Dear colleague,

A half-filled s band on the bcc lattice with nearest-neighbour hopping alone has a staggered susceptibility that grows as $\ln^3(t/T)$ on cooling. In mean-field theory any on-site repulsion then opens an antiferromagnetic gap. The derivation follows, and after it the reasons why a real crystal will rarely show this.

**Premises.** One orbital per site, cubic lattice constant $a$, $N_s$ sites, hopping $-t$ ($t>0$) to the eight neighbours at $(a/2)(\pm1,\pm1,\pm1)$, one electron per site, and the Hubbard term $U\sum_i (n_{i\uparrow}-\tfrac12)(n_{i\downarrow}-\tfrac12)$ with $U>0$. In formulas $T$ means $k_BT$, and $f(E)=1/(e^{E/T}+1)$. The density of states $N(E)$ and the susceptibility $\chi_0$ are per site and per spin direction, and $\int N\,dE=1$. For $g=2$ the magnetic susceptibility per site is $2\mu_B^2\chi_0$.

**1. Band and nesting.** Summing the eight phase factors gives

$$E_{\mathbf k}=-8t\cos\frac{k_xa}{2}\cos\frac{k_ya}{2}\cos\frac{k_za}{2}.\tag{1}$$

Adding $\mathbf Q=(2\pi/a)(1,0,0)$, the H point, reverses the first cosine, so $E_{\mathbf k+\mathbf Q}=-E_{\mathbf k}$ for every $\mathbf k$. This is perfect nesting. The reciprocal lattice vectors are $(2\pi/a)(h,k,l)$ with $h+k+l$ even, so $2\mathbf Q$ is one of them, and $e^{i\mathbf Q\cdot\mathbf R}$ is $+1$ on cube corners and $-1$ on body centres. Nesting makes $N(E)$ even, so the chemical potential is zero at every $T$. The interaction as written keeps it there, being unchanged when particles and holes are exchanged. The Fermi surface $E=0$ is the cube $k_i=\pm\pi/a$, whose corners are the P points.

**2. The susceptibility at Q.** Perturbation theory for a static potential of wave vector $\mathbf q$ gives the Lindhard function

$$\chi_0(\mathbf q)=\frac1{N_s}\sum_{\mathbf k}\frac{f(E_{\mathbf k})-f(E_{\mathbf k+\mathbf q})}{E_{\mathbf k+\mathbf q}-E_{\mathbf k}}.$$

At $\mathbf Q$ the denominator is $-2E$ and the numerator is $f(E)-f(-E)=-\tanh(E/2T)$. The summand depends on $E$ only, hence

$$\chi_0(\mathbf Q)=\int dE\,N(E)\,\frac{\tanh(E/2T)}{2E}=\int_0^{8t}dE\,N(E)\,\frac{\tanh (E/2T)}{E}.\tag{2}$$

No other wave vector does better. With $G_{\mathbf k}=1/(i\omega_n-E_{\mathbf k})$ and $\omega_n=(2n+1)\pi T$, each Lindhard term equals $-T\sum_n G_{\mathbf k}G_{\mathbf k+\mathbf q}$. Since $|GG'|\le\frac12(|G|^2+|G'|^2)$ and $T\sum_n(\omega_n^2+E^2)^{-1}=\tanh(E/2T)/2E$, we have $\chi_0(\mathbf q)\le\chi_0(\mathbf Q)$.

In (2) the tanh cuts off $1/E$ at $E\sim T$. For a regular $N$ this gives $N(0)\ln(t/T)$ plus a constant. Each logarithm in $N$ itself adds one power.

**3. The density of states.** The cube of side $4\pi/a$ is spanned by reciprocal lattice vectors and holds four zones, so a zone average is an average over three independent uniform angles $\theta_i=k_ia/2$. Put $\varepsilon=E/8t$ with density $n(\varepsilon)=8tN(E)$. Because $|\varepsilon|$ is a product, its power moments factorise:

$$F(u)\equiv\int_0^1 n(\varepsilon)\,\varepsilon^{u-1}d\varepsilon=\tfrac12M(u)^3,\qquad M(u)=\langle|\cos\theta|^{u-1}\rangle=\frac{\Gamma(u/2)}{\sqrt\pi\,\Gamma\big(\frac{1+u}{2}\big)},$$

the last step being the beta integral. Write $\Gamma(u/2)=(2/u)\Gamma(1+u/2)$ and expand the logarithms of the gamma functions with $\psi(1)-\psi(\frac12)=2\ln2$, $\psi'(1)-\psi'(\frac12)=-\pi^2/3$ and $\psi''(1)-\psi''(\frac12)=12\zeta(3)$:

$$M(u)=\frac{2}{\pi u}\exp\Big[u\ln2-\frac{\pi^2u^2}{24}+\frac{\zeta(3)u^3}{4}+\dots\Big],$$

$$F(u)=\frac{4}{\pi^3u^3}\exp\Big[u\ln8-\frac{\pi^2u^2}{8}+\frac{3\zeta(3)u^3}{4}+\dots\Big].\tag{3}$$

$F$ is a Mellin transform, so $n(\varepsilon)=\frac1{2\pi i}\int F(u)\,\varepsilon^{-u}du$ along a vertical line with $\mathrm{Re}\,u>0$. As $|F|$ falls like $|u|^{-3/2}$ on such lines, the contour can be moved to the left. It picks up the residue at $u=0$, and the next pole, a triple one at $u=-2$, leaves a remainder of order $\varepsilon^2\ln^2\varepsilon$. The residue is $4/\pi^3$ times the $u^2$ coefficient of $\exp[u\ln(8/\varepsilon)-\pi^2u^2/8]$, which gives

$$N(E)\simeq\frac{1}{4\pi^3t}\Big[\ln^2\frac{64t}{|E|}-\frac{\pi^2}{4}\Big].\tag{4}$$

The squared logarithm comes from the P points, where three Fermi planes cross and $|E|\simeq ta^3|\delta k_x\delta k_y\delta k_z|$.

**4. The low-temperature form.** Define $A(\varepsilon)=\int_\varepsilon^1 n(\varepsilon')\,d\varepsilon'/\varepsilon'$. Exchanging the order of integration shows that its transform is $F(u)/u$, so the same residue rule, now with the $u^3$ coefficient, gives

$$A(\varepsilon)\simeq\frac{4}{\pi^3}\Big[\frac{\ell^3}{6}-\frac{\pi^2\ell}{8}+\frac{3\zeta(3)}4\Big],\qquad \ell=\ln\frac8\varepsilon .\tag{5}$$

Integrate (2) by parts with $x=E/2T$. The boundary terms vanish, since $A(1)=0$ and the tanh beats $\ell^3$ at zero. Then $8t\chi_0(\mathbf Q)=\int dx\,\mathrm{sech}^2x\;A(xT/4t)$, an average with a weight normalised to one, whose upper limit goes to infinity at exponentially small cost. Here $\ell=\ln(32t/T)-\ln x$. The standard integral $\langle\ln x\rangle=\ln(\pi/4)-\gamma$, with Euler's constant $\gamma$, fixes the mean,

$$\Lambda\equiv\langle\ell\rangle=\ln\frac{128e^{\gamma}t}{\pi T}=\ln\frac{72.57\,t}{T},$$

and quadrature gives the variance $\kappa_2=1.319$ and third central moment $\kappa_3=2.102$ of $\ell$. With $\langle\ell^3\rangle=\Lambda^3+3\kappa_2\Lambda+\kappa_3$, the linear coefficient is $3\kappa_2-3\pi^2/4$ and the constant is $\kappa_3+9\zeta(3)/2$:

$$\chi_0(\mathbf Q)\simeq\frac{1}{12\pi^3t}\big[\Lambda^3-3.445\,\Lambda+7.511\big],\tag{6}$$

up to relative corrections of order $(T/8t)^2$. The uniform susceptibility $\chi_0(0)=\int N(-\partial f/\partial E)\,dE$ equals $-T\,\partial_T\chi_0(\mathbf Q)=\partial_\Lambda\chi_0(\mathbf Q)$, as you see by differentiating the tanh in (2). It diverges too, but only as $\Lambda^2/4\pi^3t$.

The same algebra covers the bands $-2^dt\prod_{i=1}^d\cos\theta_i$, which are the chain for $d=1$, the square lattice in rotated axes for $d=2$, and bcc for $d=3$. Now $F=\frac12M^d$, the prefactor is $1/(2^dt)$, and the leading term is

$$\chi_0(\mathbf Q)\simeq\frac{\ln^d(t/T)}{2\pi^d\,d!\;t}.$$

This is $N(0)\ln(t/T)$ with $N(0)=1/2\pi t$ for the chain, $\ln^2(t/T)/4\pi^2t$ for the square lattice, and $\ln^3(t/T)/12\pi^3t$ for bcc.

**5. Mean-field theory.** Assume $\langle n_{i\sigma}\rangle=\frac12+\sigma m\,e^{i\mathbf Q\cdot\mathbf R_i}$ with $\sigma=\pm1$. Replacing each factor of the interaction in turn by its average gives spin $\sigma$ the potential $-\sigma\Delta\,e^{i\mathbf Q\cdot\mathbf R_i}$ with $\Delta=Um$, plus a constant $Um^2=\Delta^2/U$ per site. The potential couples $\mathbf k$ to $\mathbf k+\mathbf Q$, and because $2\mathbf Q$ is a reciprocal lattice vector the problem closes on

$$h=\begin{pmatrix}E_{\mathbf k}&-\sigma\Delta\\-\sigma\Delta&-E_{\mathbf k}\end{pmatrix},\qquad h^2=\mathcal E_{\mathbf k}^2=E_{\mathbf k}^2+\Delta^2 .$$

The levels are $\pm\mathcal E_{\mathbf k}$, and the full gap is $2\Delta$ everywhere on the former Fermi surface. From $h^2=\mathcal E^2$ the density matrix is $f(h)=\frac12-(h/2\mathcal E)\tanh(\mathcal E/2T)$. Its off-diagonal element for spin up, summed over the whole zone and divided by $N_s$, is $m$. For $\Delta\ne0$ self-consistency reads

$$\frac1U=\int dE\,N(E)\,\frac{\tanh(\mathcal E/2T)}{2\mathcal E}.\tag{7}$$

The right side falls monotonically with $\Delta$ and $T$, and at $\Delta=0$ it is (2). A solution therefore exists below the mean-field Néel temperature defined by $U\chi_0(\mathbf Q,T_N)=1$, and since $\chi_0$ diverges, $T_N>0$ for every $U>0$. The solution is the minimum along $\Delta$: the free energy per site, $\Delta^2/U-(2T/N_s)\sum_{\mathbf k}\ln[2\cosh(\mathcal E/2T)]$, has as its derivative $2\Delta$ times the left minus the right side of (7), negative below the root and positive above it. Above $T_N$, a staggered field $-\sigma b\,e^{i\mathbf Q\cdot\mathbf R_i}$ gives $m=\chi_0(b+Um)$, so the response is enhanced by $1/(1-U\chi_0)$.

**6. The gap at zero temperature.** With $\delta=\Delta/8t$, (7) becomes $8t/U=\int_0^1 n\,d\varepsilon/\sqrt{\varepsilon^2+\delta^2}$. The cutoff function replacing the tanh is $x/\sqrt{1+x^2}$ with $x=\varepsilon/\delta$, and the same integration by parts averages $A(x\delta)$ with the weight $(1+x^2)^{-3/2}$. Averaging turns $\varepsilon^{-u}$ in the residue into $\delta^{-u}\langle x^{-u}\rangle$, and another beta integral gives

$$\langle x^{-u}\rangle=\frac{\Gamma\big(\frac{1-u}2\big)\Gamma\big(1+\frac u2\big)}{\sqrt\pi}=\exp\Big[u\ln2+\frac{\pi^2u^2}{12}+\frac{\zeta(3)u^3}4+\dots\Big].$$

Multiplying by (3), the exponent is $uL-\pi^2u^2/24+\zeta(3)u^3$ with $L=\ln(16/\delta)$. Its $u^3$ coefficient yields

$$\frac{12\pi^3t}{U}=L^3-\frac{\pi^2}{4}L+6\zeta(3),\qquad L=\ln\frac{128\,t}{\Delta}.\tag{8}$$

The remainder in (5) and the tail of the weight beyond $x=1/\delta$ both contribute at relative order $\delta^2$. For $U\to0$ the root approaches $(12\pi^3t/U)^{1/3}$ with a difference that vanishes as $1/L$, so

$$\Delta\to128\,t\,\exp\big[-\pi(12t/U)^{1/3}\big].\tag{9}$$

For general $d$ the exponent is $u\ln(2^{2d+1}t/\Delta)+\pi^2u^2(\frac1{12}-\frac d{24})+\dots$ and the $u^d$ coefficient is wanted. The chain gives $8t\,e^{-2\pi t/U}$. For the square lattice the quadratic term cancels, and $\Delta=32t\,e^{-2\pi\sqrt{t/U}}$. The cube root in (9) is the mildest suppression of the three.

**7. Range of validity.** Equations (1) and (2) are exact for the free band, (4) to (6) need $|E|,T\ll8t$, and (8) needs $\Delta\ll8t$. The physical limits are tighter, and I quote sizes for the example below.

*Second neighbours.* They lie at distance $a$, only $2/\sqrt3=1.155$ times the first. Their term $E^{(2)}_{\mathbf k}=-2t_2(\cos k_xa+\cos k_ya+\cos k_za)$ is unchanged by $\mathbf Q$, so it shifts both levels of $h$ together. On the face $k_x=\pi/a$ it runs from $-2t_2$ to $6t_2$, so no chemical potential keeps the offset below $4|t_2|$ over the whole face. The logarithms stop growing once $T$ falls below that scale, and the gap survives intact only for $|t_2|$ well below $\Delta/4$.

*Filling.* A chemical potential $\mu\neq0$ cuts the logarithms off at $|\mu|$. Integrating (4) for both spins, it corresponds to $(\mu/2\pi^3t)[l^2+2l+2-\pi^2/4]$ extra electrons per site, with $l=\ln(64t/\mu)$.

*Correlations.* Mean-field theory omits the repeated scattering of two electrons, which screens $U$ roughly as $U/(1+U\Pi)$, where $\Pi$ is the pair bubble averaged over total momentum $\mathbf K$. Using $1-f(E)=f(-E)$, $E_{-\mathbf k}=E_{\mathbf k}$ and nesting, $\Pi(\mathbf K)=\chi_0(\mathbf Q-\mathbf K)$. So $U\Pi$ equals one at $\mathbf K=0$ and $T_N$, however small $U$ is. The correction is a fraction of order one, and neither the prefactor nor the number in the exponent of (9) is protected against it. Fluctuations of the spin direction lower the ordering temperature further. In three dimensions order at finite temperature is allowed, while for the chain and the square lattice the Mermin-Wagner theorem forbids it.

**8. Numbers.** Take the illustrative inputs $t=0.25$ eV (bandwidth $16t=4$ eV), $U=0.25$ eV and $a=4$ Å, so $|\mathbf Q|=1.57$ Å$^{-1}$. Order would give magnetic Bragg intensity at (100), where the bcc lattice has no reflection. Equation (6) gives for the free band:

| $T$ (K) | $\Lambda$ | $\chi_0(\mathbf Q)$ (eV$^{-1}$) |
|---|---|---|
| 300 | 6.55 | 2.86 |
| 30 | 8.86 | 7.22 |
| 3 | 11.16 | 14.6 |

At 300 K, $U\chi_0=0.716$ and the enhancement is 3.5. With $12\pi^3t/U=372.1$, the condition $U\chi_0=1$ has the root $\Lambda=7.304$, so $k_BT_N=0.0488\,t=12.2$ meV and $T_N=142$ K. The uniform channel is then at $U\chi_0(0)=0.42$, well short of instability. Equation (8) has the root $L=7.261$, so $\Delta=0.0899\,t=22.5$ meV, the full gap is 45.0 meV, and the staggered moment $2m\mu_B$ is $0.18\,\mu_B$ per site. Here $\delta^2=1.3\times10^{-4}$, so three figures are safe as a solution of (7). The limiting form (9) gives 24.1 meV, 7 per cent too high at this $U$. The ratio $\Delta/k_BT_N=\pi e^{-\gamma}e^{\Lambda-L}$ is 1.84, against $\pi e^{-\gamma}=1.76$ for a regular density of states at weak coupling, where the two logarithms coincide.

These are the numbers of the model in mean-field theory, and the effects of section 7 rival them. The bound on second-neighbour hopping is $\Delta/4=5.6$ meV, or $0.022\,t$. A chemical potential equal to $k_BT_N$ corresponds to 0.05 electrons per site. From (8), $d\ln\Delta/d\ln U=(12\pi^3t/U)/(3L^2-\pi^2/4)=2.4$. With $U\Pi$ equal to 1 at $\mathbf K=0$ and 0.42 at $\mathbf K=\mathbf Q$, a cut of 30 per cent in the effective $U$ is a fair estimate of scale, though not a computed average, and (8) then lowers the gap to 0.40 of its value. Sodium and potassium have the bcc structure and one s electron per atom at room temperature, but they are typically nearly-free-electron paramagnets with almost spherical Fermi surfaces. A sphere has no flat faces to nest, so for them the model misses qualitatively, and no such gap or (100) peak is to be expected.